# Silicon carbide under uniform strain: where short rules for the gap fail

The band gap is the energy between the highest filled and the lowest empty band state of a crystal. Here it was computed with a hybrid functional for one crystal, the 4H form of silicon carbide, at seven volumes, with the nuclei held at rest. The least direct gap is the smallest separation between a filled and an empty state at the same wave vector, a step that light can drive without help from a lattice vibration where symmetry allows it. The middle row is the reference cell, relaxed with the r2SCAN functional and called unstrained here; its volume is close to that of lowest energy in the hybrid functional, but not exactly there. The other cells have all edges shortened or lengthened by up to 3 %.

Band gaps of 4H silicon carbide (8-atom cell) from Ansatz 0.2.0 with HSE06, PAW and plane waves to 420 eV, on a 6×6×2 k mesh, without spin polarisation or spin–orbit coupling. The r2SCAN cell was strained uniformly and the atoms relaxed with r2SCAN at each strain. Gaps are the least over the mesh, named k points and any path between them.

| volume (Å³/atom) | c/a | shortest distance (Å) | band gap (eV) | least direct gap (eV) |
| --- | --- | --- | --- | --- |
| 9.430 | 3.2743 | 1.827 | 3.179 | 4.434 |
| 9.724 | 3.2743 | 1.845 | 3.167 | 4.416 |
| 10.025 | 3.2743 | 1.864 | 3.155 | 4.397 |
| 10.332 | 3.2742 | 1.883 | 3.140 | 4.375 |
| 10.645 | 3.2743 | 1.902 | 3.123 | 4.350 |
| 10.964 | 3.2743 | 1.921 | 3.105 | 4.323 |
| 11.290 | 3.2742 | 1.940 | 3.086 | 4.294 |

Both gaps fall at every step as the crystal expands. Over the whole series the band gap loses 93 meV and the least direct gap 140 meV. These are small changes for a volume that grows by a fifth, and their smallness is what the first of the rules below misses.

## The states behind the two gaps

In every row the highest filled state lies at the zone centre, Γ, and the lowest empty state at the zone edge, M. The least direct gap also lies at M. The edges therefore keep their wave vectors throughout, and no jump to another part of the band structure disturbs the trend. The character of the states isn't listed, so an exchange between two close bands at the same point can't be ruled out from these labels alone.

Since both gaps end at the same empty state, their difference contains filled states only. It is the height of the valence top at Γ above the highest filled state at M. In the unstrained row this is $4.375-3.140=1.235$ eV. Any rule for the gap can thus be tried a second time on a quantity in which the conduction band plays no part.

## First rule: energies follow the inverse square of the bond length

The picture behind this rule is a wave in a box. When the box is stretched, the wave becomes smoother and its kinetic energy falls with the square of the length. In a crystal the atoms set the box, so shorter bonds should spread all levels apart by a common factor. The same inverse square can serve as an estimate of the coupling between orbitals on neighbouring atoms, and it is tempting to carry it over to the gap.

The ratio $c/a$ is the height of the cell over its base edge. It stays the same to within rounding, and the shortest distance $d$, the silicon–carbon bond, grows in the table as the cube root of the volume per atom $V$. With $E_0$ and $V_0$ for the gap and volume of the unstrained row, the rule becomes

$$E(V)=E_0\left(\frac{V_0}{V}\right)^{2/3}.$$

It has no adjustable constant. It agrees with the unstrained row by construction, and the other six rows test it.

For the most compressed cell the estimate is

$$E = 3.140\ \text{eV}\times\left(\frac{10.332}{9.430}\right)^{2/3}\approx 3.34\ \text{eV}.$$

The calculation gives 3.179 eV. As a statement about the gap itself, the estimate is only 5 % too high and might pass as good. As a statement about the effect of compression it is poor, since it raises the gap by about 0.20 eV where the calculation raises it by 0.04 eV.

Most of a gap is already there before any strain is applied, and a rule anchored to that value can look accurate at small strains even if it gets their effect wrong. The failure shows only when the change is compared with the change. From one end of the series to the other, the rule makes the band gap fall about four times as far as the calculation does.

The valence separation gives a similar verdict. It shrinks by 47 meV on expansion, and the rule overstates this about threefold. The fault therefore doesn't belong to the conduction edge alone. It already appears between two filled states of the same crystal.

## Why the inverse square doesn't carry over

The first reason is that a crystal is not an empty box. Kinetic energy follows the inverse square if the wave keeps its shape while it is stretched. Here it doesn't: the kinetic term printed by the same runs, a sum over all filled states, falls by about 5 % between 2 % compression and 2 % expansion of the edges, where the inverse square would give about 8 %. The electrostatic energy of a stretched charge pattern falls only as the inverse first power, and the cores of silicon and carbon don't stretch at all. The levels would share one factor only if the attraction of the atoms changed in step with the kinetic energy, and real atoms don't oblige.

The second reason is that a gap is a remainder. Bonding between neighbours pushes filled and empty states apart, which opens the gap. The same overlap spreads each group of states into bands, and the bands reach towards each other, which narrows it. Compression strengthens both tendencies, so much of the gain from stronger bonding can be spent on wider bands.

This can be written as $E=B-W$, where $B$ is the separation due to bonding and $W$ the part taken back by the width of the bands. Let $B$ grow on compression as $V^{-b}$ and $W$ as $V^{-w}$. The rate at which the gap opens is then

$$-\frac{dE}{d\ln V}=bB-wW.$$

If $b$ and $w$ are equal, the gap inherits their common exponent. If the widths grow faster than the bonding separation, the two terms can largely cancel. They do so when $w/b$ comes close to $B/W$, and the gap then hardly responds.

The calculation doesn't list $B$ and $W$, so this split is an argument and not a result. The table shows only one part of the band width, the valence separation. From the largest to the smallest volume the direct gap at M opens by 140 meV, and the valence separation takes back 47 meV of this. The direct gap itself thus responds weakly already, so a strong cancellation, if there is one, must lie mostly within it. The split can explain how strong changes in bonding leave a weak change in the gap. It doesn't account for the valence separation, though. That lies between two filled states and is counted here as width, yet it shrinks by only about 4 % over the series, against about 3 % for either gap. The one width in view is thus far from steep, and only the first reason is left to explain it.

## Second rule: one deformation potential for the whole range

Another way is to take the response to strain from a calculation or a measurement and to treat it as a constant. The volume deformation potential is the slope of the gap against the logarithm of the volume. From end to end of the series it is about −0.52 eV, so a volume increase of 1 % lowers the band gap by about 5 meV. This rule has the right size because the size was taken from the table.

It fails more gently, and the failure appears when the series is cut at the unstrained row. The slope is −0.43 eV on the compressed side and −0.61 eV on the expanded side, a ratio of 1.4. Each half changes the gap by some 40 to 50 meV, while the rounding of the entries can shift such a difference by 1 meV at most. The bend is therefore real within this calculation. In the unrounded gaps of the same runs the fall grows at every step, from about 12 meV in the first to about 20 meV in the last.

The cost of ignoring it is easily worked out. Suppose that only the compressed cells were known and that their slope were carried over to the largest volume. The predicted fall below the unstrained gap would be $0.43\times\ln(11.290/10.332)\approx0.038$ eV. The calculation gives $3.140-3.086=0.054$ eV, so the prediction misses nearly a third of the change.

The bend also tells more about the first rule. For a power law with exponent $p$, in which the gap goes as $V^{-p}$, the slope is $-pE$. It must become weaker on expansion, because the gap itself becomes smaller. In the table the slope becomes stronger. A smaller exponent would mend the size of the effect but would still bend the curve the wrong way, so the fault lies in the form of the rule and not just in the number two.

The picture of a remainder allows such a bend. In the slope, $B$ and $W$ are weighted by their exponents, but in the curvature they are weighted by the squares of the exponents. The steeper part therefore counts for more in the curvature than in the slope. If the band widths are the steeper part, compression can still open the gap while each further step opens it less. The table doesn't confirm this, though. The valence separation, the one part of the width that can be seen, loses 20 meV in the compressed half and 27 meV in the expanded half. It bends the same way as the gap, the opposite of what a steep width would do. So does the direct gap at M, which loses 59 meV in the first half and 81 meV in the second. In all three quantities the loss in the second half is about 1.4 times that in the first, so the bend can't be pinned on one of them, and these numbers don't show its cause.

## Third rule: read the shift of each edge from its printed energy

A calculation of this kind also prints the energies of the two edges. From the smallest to the largest volume the valence top falls by 2.23 eV and the conduction bottom by 2.32 eV. Read at face value, expansion would seem to lower both edges by more than 2 eV, about 24 times the change of the gap.

These shifts have no physical meaning by themselves. An endless crystal has no surface and no vacuum outside, so the zero of its electrostatic potential is set by convention, separately for each volume. One may add any constant to all levels of one cell without changing its physics. That constant alters the apparent shift of each edge at will, but it drops out of the gap.

This gives a simple test for any printed energy: add a constant to one row and see whether the conclusion survives. The fall of the gap by 93 meV survives, and so does the valence separation. The statement that the valence top moves by 2.23 eV does not. To learn how strain shifts each edge at a junction or a contact, the cells must first be brought to a common reference level, for example through a calculation that contains the interface.

## What can be used

For uniform strain within this range, the local slope is the safe choice. Near the unstrained volume, 1 % more volume lowers the band gap by roughly 5 meV, somewhat less on the compressed side and somewhat more on the expanded side. The pressures found in the same calculation span about 40 GPa, so compression opens the gap by roughly 2 meV per GPa on average. On expansion the slope is steeper and the crystal softer, and the rate rises from a little over 1 meV per GPa at the compressed end to about 4 meV per GPa at the expanded end. The runs carry a warning that their convergence thresholds are loose for stresses, so the pressures and these rates are rough. A film on a substrate is strained mainly in its plane, which changes its shape as well as its volume, and these slopes don't cover that case.

For a related semiconductor, the first question is which two states bound the gap, since each pair has its own balance between bonding and band width. The balance can even tip over: in silicon, compression narrows the indirect gap. The inverse-square rule, which always opens the gap on compression, has no room for that. The sign and size of the response have to come from the states themselves, calculated or measured at two or more volumes.
